Student: My notes say that the 1s exciton of a zinc-blende crystal has three dipole-allowed states, degenerate by cubic symmetry at zero wave vector. The next page says that one of them lies above the other two by Δ_LT, however small the wave vector K is. One of these must be wrong.

Lecturer: Both survive, once we see which term splits the states. The premises come first, in SI units, with e > 0 and m₀ the free-electron mass. One: a cubic crystal of volume V with a direct gap E_g at Γ and a closed-shell ground state |0⟩. Two: the exciton is a superposition of single electron-hole pairs,

|X,K⟩ = Σ_k Σ_cv A_cv φ(k) a†(c,k+K) a(v,k) |0⟩, with Σ|A_cv|² = 1 and Σ_k |φ(k)|² = 1. (1)

Three: the direct attraction, screened by a constant ε_s, binds the pair in a hydrogenic envelope much larger than the unit cell. Four: charges interact by the instantaneous Coulomb law, and photons are added at the end.

Student: Where does exchange enter? An electron and a hole are not identical particles.

Lecturer: The electrons behind them are. Take two determinants, one with an electron moved from i to a, the other from j to b. Write (pq|rs) for the Coulomb integral of the densities ψ_p*ψ_q and ψ_r*ψ_s, spin summed in each. The Slater-Condon rules give the interaction element −(ab|ji) + (ai|jb). The first term is the direct attraction. The second is the exchange: the transition density ψ_j*ψ_b of one pair meets the complex conjugate of the transition density ψ_i*ψ_a of the other. Define the transition charge density ρ_X(r) = ⟨0|ρ̂(r)|X,K⟩. It is exp(iK·r) times a lattice-periodic function, so

ρ_X(r) = (1/V) Σ_G ρ_X(K+G) exp[i(K+G)·r].

The Fourier transform of 1/(4πε₀r) is 1/(ε₀q²), the limit κ → 0 of the transform 1/[ε₀(q² + κ²)] of the screened potential. Hence

H_exch(X′,X) = (1/V) Σ_G ρ_X′(K+G)* ρ_X(K+G) / (ε₀|K+G|²). (2)

The terms with G ≠ 0 have denominators that stay finite and smooth as K → 0; I call them short-range. The term G = 0 is the long-range exchange.

Student: It has 1/K² in it. It diverges.

Lecturer: Only if the numerator stays finite. With cell functions u normalised to one, ρ_X(K) = −e Σ A_cv φ(k) ⟨u_v,k|u_c,k+K⟩. At K = 0 the overlap vanishes, since different bands at one k are orthogonal: a transition carries no net charge. The functions u_n,k are eigenfunctions of (p + ħk)²/2m₀ plus the crystal potential, so moving from k to k + K adds the perturbation (ħ/m₀)K·p and a multiple of the identity. I drop the small spin-orbit addition to the velocity operator. First-order perturbation theory gives

⟨u_v,k|u_c,k+K⟩ = (ħ/m₀) K·p_vc / (E_c − E_v).

A neutral density with dipole moment d has ρ(K) = ∫ρ exp(−iK·r) d³r = −iK·d to first order. Comparing,

d_vc = −i e ħ p_vc / [m₀(E_c − E_v)]. (3)

This is −e r_vc with r_vc = iħ p_vc/[m₀(E_c − E_v)], as follows from p = (i m₀/ħ)[H, r], so d_vc is the ordinary interband dipole.

Now premise three. If φ(k) is confined to small k, put d_vc at its value at Γ, where E_c − E_v = E_g. The normalised envelope in real space is φ(r) = V^(−1/2) Σ_k φ(k) exp(ik·r), so Σ_k φ(k) = √V φ(0), with φ(0) the value at zero electron-hole distance. With D_X = Σ A_cv d_vc,

ρ_X(K) = −i √V φ(0) K·D_X,

and the G = 0 term of (2) becomes

H_LR(X′,X) = |φ(0)|² (K·D_X′)* (K·D_X) / (ε₀K²). (4)

The volume cancels, and so does the length of K. Only the direction n = K/K remains.

Student: So the limit K → 0 depends on the direction of approach.

Lecturer: That is what nonanalytic means here. Cubic symmetry lets us choose the three bright states with dipoles D times the unit vectors along x, y, z. In that basis (4) is g² n_α n_β, with

g² = |D|² |φ(0)|² / ε₀. (5)

The matrix n_α n_β is the projector on n, with eigenvalues 1, 0, 0. The state with D along K, the longitudinal one, rises by g², and the two transverse states do not move. A polarisation wave P exp(iK·r) carries the charge −div P only if it is longitudinal, and that charge makes a restoring field −P/ε₀.

Student: I have seen the transverse states go down by a third and the longitudinal one go up by two thirds.

Lecturer: That is another bookkeeping. Write n_α n_β = δ_αβ/3 + (n_α n_β − δ_αβ/3). The first part is the average over directions and is analytic; the second is traceless, with eigenvalues 2/3, −1/3, −1/3. Some authors count the first part as short-range. My convention keeps the whole G = 0 term together, so E_T means the energy with everything except that term. The splitting is the same either way. The G ≠ 0 terms cannot alter it: at K → 0 they have the full cubic symmetry, and by Schur's lemma they shift an irreducible triplet as a whole.

Student: Equation (5) has no dielectric constant. I was taught that exchange is unscreened, yet the formula I remember has ε_b in the denominator.

Lecturer: The interaction in (2) is indeed bare. But the G = 0 term couples our exciton to every other dipole-allowed excitation as well, and that produces ε_b. Let n label the eigenstates of the pair Hamiltonian without the G = 0 term, with energies E_n and transition dipoles μ_n, where μ = √V φ(0) D for our state. Put g_n = n·μ_n/√(ε₀V), with phases chosen to make it real. Then (4) generalises to g_m g_n. A charge oscillation at energy E = ħω has a resonant amplitude x_n and an antiresonant amplitude y_n on each transition. Both feed the longitudinal polarisation, which is proportional to S = Σ g_n(x_n + y_n), and both feel its field:

(E_n − E) x_n + g_n S = 0, (E_n + E) y_n + g_n S = 0.

I keep the coupling between x and y only through this macroscopic field. Solve for x_n and y_n, multiply by g_n and sum. Either S = 0, which leaves states without longitudinal dipole at their energies E_n, or

ε(E) ≡ 1 + Σ_n 2E_n g_n² / (E_n² − E²) = 0. (6)

Student: You named it ε. Is it the optical dielectric function, or only a look-alike?

Lecturer: It is the same function. Perturbation theory for a system with levels E_n in a field F cos ωt along n gives the induced dipole Σ (n·μ_n)² [1/(E_n − E) + 1/(E_n + E)] F cos ωt. Dividing by ε₀VF cos ωt gives the sum in (6). The field here is the total macroscopic one, which already contains the G = 0 interaction, so the levels must be those without it. In a cubic crystal ε is a scalar at small K, the same for either polarisation. Its poles are the transverse energies, and its zeros are the longitudinal ones, as div(εE) = 0 demands for a longitudinal field. Separate the 1s term and call the rest ε_b:

ε(E) = ε_b + 2E_T g² / (E_T² − E²). (7)

If ε_b is constant near E_T, the zero obeys E_L² = E_T² + 2E_T Δ_LT, so that E_L − E_T = Δ_LT − Δ_LT²/(2E_T) + …, where

Δ_LT = g²/ε_b = |D|² |φ(0)|² / (ε₀ ε_b). (8)

Near resonance (7) reads ε_b[1 + Δ_LT/(E_T − E)], negative between E_T and E_L.

Student: Then ε_b is the same constant that screens the binding?

Lecturer: No. ε_s screens an attraction whose time scale is set by the binding energy, and it includes the lattice if the ions can follow. ε_b is the response at E_T itself, where the ions cannot follow. Nor is it the high-frequency constant ε_∞, which is the electronic response far below the gap. Each electronic term of (6) grows with E below its pole, and all the other poles lie above E_T. So ε_b exceeds ε_∞ less the small share 2g²/E_T that the 1s state has in it.

Student: Now D. For a spin singlet I would write |D|² = 2|d|².

Lecturer: That holds without spin-orbit coupling. Here the conduction edge Γ₆ is S↑, S↓, and the valence edge Γ₈ is the j = 3/2 quartet of p-like functions X, Y, Z:

|3/2, 3/2⟩ = −(X + iY)↑/√2
|3/2, 1/2⟩ = [−(X + iY)↓ + 2Z↑]/√6
|3/2, −1/2⟩ = [(X − iY)↑ + 2Z↓]/√6
|3/2, −3/2⟩ = (X − iY)↓/√2

Define the Kane parameter by P = (ħ/m₀)|⟨S|p_x|X⟩|, the same for y and z, with the mixed elements zero by symmetry, and E_P = 2m₀P²/ħ². By (3) the orbital dipole has size d₀ = eP/E_g. There are 2 × 4 = 8 pair states with the 1s envelope. On them (4) has the form |w⟩⟨w|, with components fixed by n·d_vc. Such a matrix has one nonzero eigenvalue, proportional to Σ_cv |n·d_vc|², and seven zeros. Take K along z. Only Z components count and spin is conserved, so two transitions contribute: |3/2, 1/2⟩ to S↑ and |3/2, −1/2⟩ to S↓, each with amplitude (2/√6)d₀. The sum of squares is

|D|² = (2/3 + 2/3) d₀² = (4/3) e²P²/E_g². (9)

Student: That is one direction. Heavy holes did not even take part.

Lecturer: For general n let N = n_x X + n_y Y + n_z Z. The sum is d₀² Σ_σ ⟨Nσ|Π|Nσ⟩, with Π the projector on the quartet. With L in units of ħ and σ the Pauli matrices, L·σ equals 1 for j = 3/2 and −2 for j = 1/2, so Π = (2 + L·σ)/3. A real orbital such as N has ⟨L⟩ = 0, so each spin gives 2/3, and (9) holds for every direction. The labels heavy and light refer to a quantisation axis: along K the longitudinal state uses m = ±1/2 only, whichever way K points. The split-off band Γ₇ takes the remaining 1/3 per spin, and 4/3 + 2/3 restores your 2. The seven untouched states are two transverse bright ones and five dark ones. In T_d, Γ₆ × Γ₈ = Γ₃ + Γ₄ + Γ₅, and the dipole transforms as Γ₅, which occurs once.

For the envelope, the Luttinger Hamiltonian is γ₁ħ²k²/2m₀ times the identity plus terms in γ₂ and γ₃ whose angular dependence on k is d-like. Those average to zero in an s state and act only in second order. So m₀/μ = m₀/m_e + γ₁, and φ(r) = exp(−r/a)/√(πa³), with a = 4πε₀ε_sħ²/(μe²), binding energy R* = ħ²/(2μa²) and |φ(0)|² = 1/(πa³). Inserting this and (9) in (8),

Δ_LT = 4e²P² / (3π ε₀ ε_b E_g² a³) = 2e²ħ²E_P / (3π ε₀ ε_b m₀ E_g² a³). (10)

Student: My paradox stands. At K = 0 exactly there is no direction, so the three states must coincide.

Lecturer: They do, once premise four is lifted. In the Coulomb gauge the longitudinal field is exactly the instantaneous one, so E_L stays. Transverse states also couple to photons, and Maxwell's equations give them (ħcK)² = E² ε(E). As K → 0 this requires E = 0 or ε(E) = 0, so the two upper transverse branches end at E_L, degenerate with the longitudinal state. For K far above the light wave number K₀ = √ε_b E_T/(ħc), the lower branches need a large ε and approach E_T from below. Thus Δ_LT is the distance from pole to zero of ε at any small K, and it is a splitting of modes at one K only for K ≫ K₀.

Student: Let me see numbers for ZnSe.

Lecturer: The compiled measured values are E_g = 2.71 eV at 300 K (Skelton 2020), m_e = 0.13 m₀ at low temperature (Karazhanov 2005), spin-orbit splitting Δ_so = 0.42 eV (Peralta 2006), ε_s = 9.1 (Palmer 2008), ε_∞ = 5.9 (Rakita 2019), TO and LO wavenumbers 213 and 252 cm⁻¹ (Talwar 2016) and lattice constant 5.6676 Å (Albrecht 1997). Two inputs are assumed as typical: γ₁ = 2.5 and ε_b = 8. E_P I estimate from the mass. Second-order k·p gives m₀/m_e = 1 + (2/m₀) Σ |p_z|²/(E_c − E_v), and with the weights found above and only these valence bands kept,

m₀/m_e = 1 + E_P [ (2/3)/E_g + (1/3)/(E_g + Δ_so) ].

This yields E_P = 19.0 eV, P/E_g = 0.314 nm, d₀ = 5.03 × 10⁻²⁹ C m and |D|² = 3.37 × 10⁻⁵⁷ C² m². Next m₀/μ = 10.19, a = 4.91 nm, R* = 16.1 meV, |φ(0)|² = 2.69 × 10²⁴ m⁻³ and E_T ≈ E_g − R* = 2.69 eV. Then g² = 6.4 meV, and the model's splitting is Δ_LT = 0.8 meV. The 1s share of ε_∞ is only 0.005, so ε_b = 5.9 is in effect a floor, and it would give 1.1 meV as the ceiling for this g². As typical knowledge and not as a measurement, ZnSe is credited with about 1.3 meV, so the model falls short, at a ratio of about 0.6.

Student: That is a poor showing for so much algebra. Which step is to blame?

Lecturer: Take them in turn; this is also the range of validity. Three steps are safe. The antiresonant correction is Δ_LT/(2E_T) = 1.5 × 10⁻⁴ in relative terms. The lattice term in ε_b has magnitude (ε_s − ε_∞)E_TO²/(E_T² − E_TO²) = 3 × 10⁻⁴. The nearest other pole, 2s, lies 3R*/4 higher with one eighth of the strength, and its term changes ε_b between E_T and E_L by the fraction (1/8)[Δ_LT/(3R*/4)]² = 5 × 10⁻⁴. Hence (8) is reliable as a relation between the oscillator strength, ε_b and the splitting.

The weak part is the evaluation of D φ(0). First, Δ_LT goes as a⁻³, so a radius 10 per cent smaller raises it by 37 per cent. Static screening needs R* well below the LO energy, here 31 meV, and 16.1 meV is not. The ions lag at short distance, which shrinks the envelope and raises φ(0). Second, higher conduction bands contribute negatively to m₀/m_e, so omitting them underestimates E_P. Third, the γ₂ and γ₃ terms add binding, typically a few per cent. These three push upward. Fourth, γ₁ is poorly fixed: typical sets reach about 4, which would multiply the result by 0.66. Fifth, the gap is a 300 K value beside a low-temperature mass. A gap typically about 4 per cent larger in the cold, with E_P estimated anew, lowers the result by 4 per cent.

Student: And pulling d_vc out of the sum? The radius is 8.7 lattice constants, so I would expect a correction of order R*/E_g, under one per cent.

Lecturer: It is larger, because of the cusp at r = 0. The transform φ(k) ∝ (1 + k²a²)⁻² falls slowly. Keep p_vc fixed but use E_c − E_v = E_g(1 + s k²a²) in (3), with s = R*/E_g. With t = ka, the amplitude is multiplied by

(4/π) ∫₀^∞ t² dt / [(1 + t²)²(1 + s t²)] = (1 + √s)⁻².

The small parameter is √s = 0.077, and Δ_LT is multiplied by (1 + √s)⁻⁴ = 0.74. I do not apply this as a correction, since it comes from wave vectors where parabolic bands, a fixed p_vc and the screened point-charge attraction all fail together. It shows the size of short-distance effects: about a quarter. So (10) supports one significant figure in ZnSe. For a larger exciton √s is smaller and the lattice follows better. GaAs with typical inputs E_g = 1.52 eV, E_P = 28.8 eV, m_e = 0.067 m₀, γ₁ = 7.0 and ε_s = ε_b = 12.5 has a = 14.5 nm and a model splitting of 0.1 meV.

Student: Are there limits on K and on the linewidth too?

Lecturer: Both. Motion of the centre of mass in a Γ₈ band splits the eight states into heavy and light branches by an energy of order ħ²K²/2M and mixes bright with dark. The pure longitudinal-transverse scheme needs that energy below Δ_LT. With an assumed M = m₀ this means K below 1.4 × 10⁸ m⁻¹, against K₀ = 3.9 × 10⁷ m⁻¹, a narrow window. The weak terms linear in K that T_d allows are left out as well. For damping, replace E_T by E_T − iΓ, with Γ the half width. With x = E − E_T, the real part of ε vanishes where x² − Δ_LT x + Γ² = 0, which has real roots only if Γ ≤ Δ_LT/2, or 0.4 meV in the ZnSe model, a condition for pure crystals at low temperature. Finally, (8) assumes an infinite cubic crystal at low exciton density. Strain or a wurtzite lattice splits Γ₈, redistributes the weight 4/3 among separate excitons and makes ε_b a tensor, while in a thin layer the two-dimensional transform of the Coulomb law goes as 1/K, so that the splitting vanishes linearly with K.